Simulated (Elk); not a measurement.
# Iron moments and magnetic energy of ferromagnetic AlFe3 (Fm-3m) against cell volume in PBEsol

When AlFe3 is squeezed, its magnetic energy falls far more steeply than the moment on its most magnetic iron atom. I want to understand how a moment that looks almost rigid can lose so much of its stability. The question matters for iron-rich alloys because the coupling of magnetism to volume affects their thermal expansion, their stiffness and their response to pressure. I follow one cell from 0.94 to 1.10 of its given volume, with its shape and fractional positions held. The moment is the largest spin moment inside an atomic sphere. The magnetic energy gain is measured per Fe atom from the run without spin polarisation at the same volume, and a positive value favours magnetism.

## Systems and settings

One system, AlFe3 (Fm-3m), 4 atom(s) a primitive cell, from cells of the Materials Project database (relaxed there by DFT). Elk 11.2.3, all-electron APW+lo with RKmax 7, scalar-relativistic valence, Fermi-Dirac smearing of 0.082 eV, k meshes whose coarsest spacing along a reciprocal vector is 0.23 to 0.24 1/Å over all runs (2π included). Functional: PBEsol, no Hubbard U; collinear spins, no spin-orbit coupling. Atoms stay at fixed fractions of the cell and the mesh divisions are held. At each point the moments on Fe are started parallel, opposed (signs +--) and without spin polarisation. Runs that did not converge or carry a known fault are not listed. The same in all rows: metal or insulator in the run from the parallel start, judged by its smearing entropy or density of states at the Fermi energy (a gap under a few smearing widths counts as a metal): metal.

Notes on method and selection:

- Each state is what a run reaches from typed starting moments; only a few collinear orders were started, so the lowest found need not be the ground state. Spin-orbit coupling is left out of these energies, which are free energies at the smearing width. A magnetic atom is one that was given a starting moment.
- Site moments count the spin inside each program's own atomic sphere, so they depend somewhat on its radius and leave out the spin between the spheres.
- Runs that did not converge, have known faults or may not be shown are not listed, and runs on Ansatz's PAW sets soft_1 and soft_2 are kept to separate tables.

Columns:

- volume: cell volume over that of the given cell, shape kept.
- net moment (μB): net spin moment of that run per magnetic atom.
- moment, opposed (μB): magnitude of the largest site spin moment reached from the opposed start.
- gain, opposed (meV): energy of the run without spin polarisation less that of the run from the opposed start, per magnetic atom.
- magnetic distance (Å): shortest distance between magnetic atoms.
- moment (μB): largest site spin moment reached from the parallel start.
- magnetic energy gain (meV): energy of the run without spin polarisation less that of the parallel start, per magnetic atom (positive: magnetism is favoured).

Input lines of one member:

```
tasks
  0
xctype
  22
rgkmax
  7.0
nempty
  14
swidth
  0.003
spinpol
  .true.
ngridk
  8 8 8
```

Command (options for logging and memory left out): `elk`

## The series

| member | volume | net moment (μB) | moment, opposed (μB) | gain, opposed (meV) | magnetic distance (Å) | moment (μB) | magnetic energy gain (meV) |
| --- | --- | --- | --- | --- | --- | --- | --- |
| 0.94 | 0.94 | 1.88 | 2.33 | 259.4 | 2.449 | 2.325 | 259.4 |
| 0.97 | 0.97 | 1.96 | ? | ? | 2.475 | ? | ? |
| 1 | 1.00 | 2.01 | 2.42 | 330.0 | 2.500 | 2.417 | 330.1 |
| 1.03 | 1.03 | 2.07 | 2.44 | 365.6 | 2.525 | 2.441 | 365.6 |
| 1.06 | 1.06 | 2.14 | 2.47 | 400.4 | 2.549 | 2.467 | 400.3 |
| 1.1 | 1.10 | 2.26 | 2.51 | 449.8 | 2.581 | 2.509 | 449.8 |

Cells marked ? are withheld until the estimate has been made.

Least-squares fits to the members shown, with x = volume; R² and errors in the fitted variable (y, or ln y where the fit is in ln y):

| y | members | fit | R² | rms residual | leave-one-out rms | the same for the mean of the others |
| --- | --- | --- | --- | --- | --- | --- |
| moment (μB) | 5 | y = −1.3414 + 6.2837 x − 2.5330 x² | 0.99 | 0.0049 | 0.029 | 0.077 |
| magnetic energy gain (meV) | 5 | y = −678.38 + 836.12 x + 171.99 x² | 1.00 | 0.47 | 2.3 | 80 |

## Interpretation

Both quantities rise with volume in every shown row. From 0.94 to 1.10 the largest site moment grows by a factor 2.509 / 2.325 = 1.08, while the gain grows by 449.8 / 259.4 = 1.73. The gain climbs almost evenly, by (449.8 − 259.4) / 16 = 11.9 meV per Fe for each percent of volume.

The Stoner picture offers a reason why the energy responds so much more, though the band energies are not separated here. The gain is roughly I m²/4 less the band energy spent in moving electrons from minority to majority states, where m is the moment and I the exchange parameter, which belongs mostly to the atom and changes little with volume. Expansion weakens the overlap between d orbitals and narrows the bands, so the same moment costs less band energy. The gain is a difference between two larger terms, and it can change strongly while m hardly moves.

The tabled site is also the less responsive kind of iron. The net moment per Fe rises by 2.26 − 1.88 = 0.38 μB, or 3 × 0.38 = 1.14 μB per cell. The tabled atom supplies only 2.509 − 2.325 = 0.184 μB of this, and most of the rest comes from the other two Fe atoms. Those two have four Al and four Fe nearest neighbours, whereas the tabled one has eight Fe. Mixing with Al states probably lowers their moments and leaves them more room to grow.

The opposed start adds no second magnetic order. It ends in the same ferromagnetic state with all spins reversed, which is why its gains agree with the others to 0.1 meV. These runs therefore give no energy for an antiparallel arrangement.

## Blind estimate

Plain estimates from the members shown:

- 0.97, fit at x = 0.97: 2.370 μB
- 0.97, straight-line interpolation between 0.94 and 1: w = (0.97 − 0.94) / (1.00 − 0.94) = 0.500, so 2.325 + 0.500 × (2.417 − 2.325) = 2.371 μB

The straight line between the neighbours gives 2.371 μB at 0.97, but the site moment bends there. Its slope is (2.417 − 2.325) / 0.06 = 1.53 μB per unit of relative volume below the given cell and (2.441 − 2.417) / 0.03 = 0.80 just above it. A curve that flattens in this way should lie above its chord.

The net moment is known at 0.97 and shows how far the magnetism has recovered between the two neighbours: (1.96 − 1.88) / (2.01 − 1.88) = 0.615 of the way. If the site moment has covered the same fraction of its own rise, it is 2.325 + 0.615 × 0.092 = 2.382 μB.

I tried this route on the three inner members, each from its nearest shown neighbours. At 1.00 it gives 2.325 + (2.01 − 1.88) / (2.07 − 1.88) × (2.441 − 2.325) = 2.404 against 2.417. At 1.03 it gives 2.417 + (2.07 − 2.01) / (2.14 − 2.01) × (2.467 − 2.417) = 2.440 against 2.441, and at 1.06 it gives 2.441 + (2.14 − 2.07) / (2.26 − 2.07) × (2.509 − 2.441) = 2.466 against 2.467. The rms miss is 0.007 μB, against 0.009 for straight lines, so the advantage is modest. Rounding of the net moments adds about 0.003, and √(0.007² + 0.003²) = 0.008 μB is my error bar.

The bend may be partly numerical: if the atomic spheres were reduced in the compressed cells, they would enclose less spin.

**Committed estimate, 0.97: moment = 2.382 ± 0.008 μB.**

## The withheld result

| member | volume | net moment (μB) | moment, opposed (μB) | gain, opposed (meV) | magnetic distance (Å) | moment (μB) | magnetic energy gain (meV) |
| --- | --- | --- | --- | --- | --- | --- | --- |
| 0.97 | 0.97 | 1.96 | 2.38 | 294.7 | 2.475 | 2.382 | 294.7 |

| member | estimate | moment (μB) | computed | estimate − computed | miss in error bars |
| --- | --- | --- | --- | --- | --- |
| 0.97 | committed | 2.382 | 2.382 | 0.000 | 0.0 |
| 0.97 | fit | 2.370 | 2.382 | −0.012 |  |
| 0.97 | interpolation | 2.371 | 2.382 | −0.011 |  |

The estimate of 2.382 μB agrees with the computed value to the last printed digit, but part of that is luck, since rounding of the net moments alone can shift the estimate by about 0.003 μB. With more digits in the net moments, the same route lands slightly below the computed moment, though still closer to it than the straight line. The fit and the straight line came out low by 0.012 and 0.011 μB.

The argument from the net moment got the direction of the bend right: by 0.97 both moments have covered more than half of their rise. It does not show that they keep in step. The site moment covers (2.382 − 2.325) / (2.417 − 2.325) = 0.62 of its rise, and the 0.615 I took from the net moment matches this so closely only because of rounding; the unrounded net moment lags somewhat behind. My suggestion that smaller atomic spheres might cause part of the bend was wrong, because the sphere radii are the same at every volume.

The magnetic energy shows no such bend. Halfway between its neighbours it would be (259.4 + 330.1) / 2 = 294.8 meV per Fe, and the run gives 294.7. The other two Fe atoms do not account for the difference, because their moments also flatten over this interval, though less strongly. In the Stoner picture the band energy would have to offset the bend, but I have not separated that term, so the even rise of the gain remains unexplained here.

## Residuals

Least-squares fits to the whole series, with x = volume; R² and errors in the fitted variable (y, or ln y where the fit is in ln y):

| y | members | fit | R² | rms residual | leave-one-out rms | the same for the mean of the others |
| --- | --- | --- | --- | --- | --- | --- |
| moment (μB) | 6 | y = −1.434 + 6.500 x − 2.654 x² | 0.99 | 0.0060 | 0.021 | 0.071 |
| magnetic energy gain (meV) | 6 | y = −680.10 + 840.15 x + 169.73 x² | 1.00 | 0.43 | 1.4 | 77 |

Largest departures from the fit to the whole series:

| member | moment (μB) | fit | computed − fit | in rms residuals |
| --- | --- | --- | --- | --- |
| 0.97 | 2.382 | 2.374 | +0.008 | 1.4 |
| 1.06 | 2.467 | 2.474 | −0.007 | 1.2 |
| 0.94 | 2.325 | 2.331 | −0.006 | 1.0 |
| 1 | 2.417 | 2.412 | +0.005 | 0.8 |

No volume stands out: the largest departure, +0.008 μB at 0.97, is only 1.4 times the rms residual. The small misses come from the form of the fit, since the slope of the moment falls from (2.382 − 2.325) / 0.03 = 1.90 μB per unit of relative volume at the compressed end to 0.80 just above the given cell, then recovers to (2.509 − 2.467) / 0.04 = 1.05 at the expanded end. A parabola cannot follow a slope that first falls and then rises.

## Conclusions

Between 0.94 and 1.10 of the given volume, the site moment and the magnetic gain both rise with volume. The moment looks almost rigid partly because the tabled atom is the less responsive kind of iron: the net moment per Fe grows by a factor 2.26 / 1.88 = 1.20, against 1.08 for the tabled site. The narrowing of the bands on expansion is a likely reason why the gain grows faster still, but these runs do not test it, since the band energy was not separated. A straight line between neighbouring volumes recovers the inner site moments with an rms miss of about 0.006 μB, and the quadratic fit predicts an omitted gain to about 1.4 meV per Fe. All the runs behind these values converged, but each also carries a warning from Elk's ground-state routine. I have not traced its cause, so I cannot say whether it affects the moments or the gains; the errors just quoted measure only how smoothly the values follow one another.

The gain also yields a magnetic pressure. Around the given cell its slope is 3 × (365.6 − 294.7) / 0.06 = 3545 meV per cell and unit of relative volume. The shortest Fe–Fe distance d gives the volume of the primitive cell as 16 d³ / √27, which is 16 × 2.500³ / √(27) = 48.1 Å³. With 1 meV/Å³ = 0.1602 GPa, the pressure is 3545 / 48.1 × 0.1602 = 11.8 GPa. Ferromagnetism pushes the lattice outward by that much relative to the non-magnetic state at the same volume.

Thermal disorder of the moments is left out. At the Curie temperature the net moment vanishes because the atomic moments lose their common direction, while the moments themselves largely survive. The gain tabled here, which compares the ordered state with one that has no moments at all, is therefore not the energy of that disordering.

[Logs are printed without paths, hosts, clocks, repeated set-up lines and the standing remarks that a program may print on its own settings, such as how far it seeks lower states.]
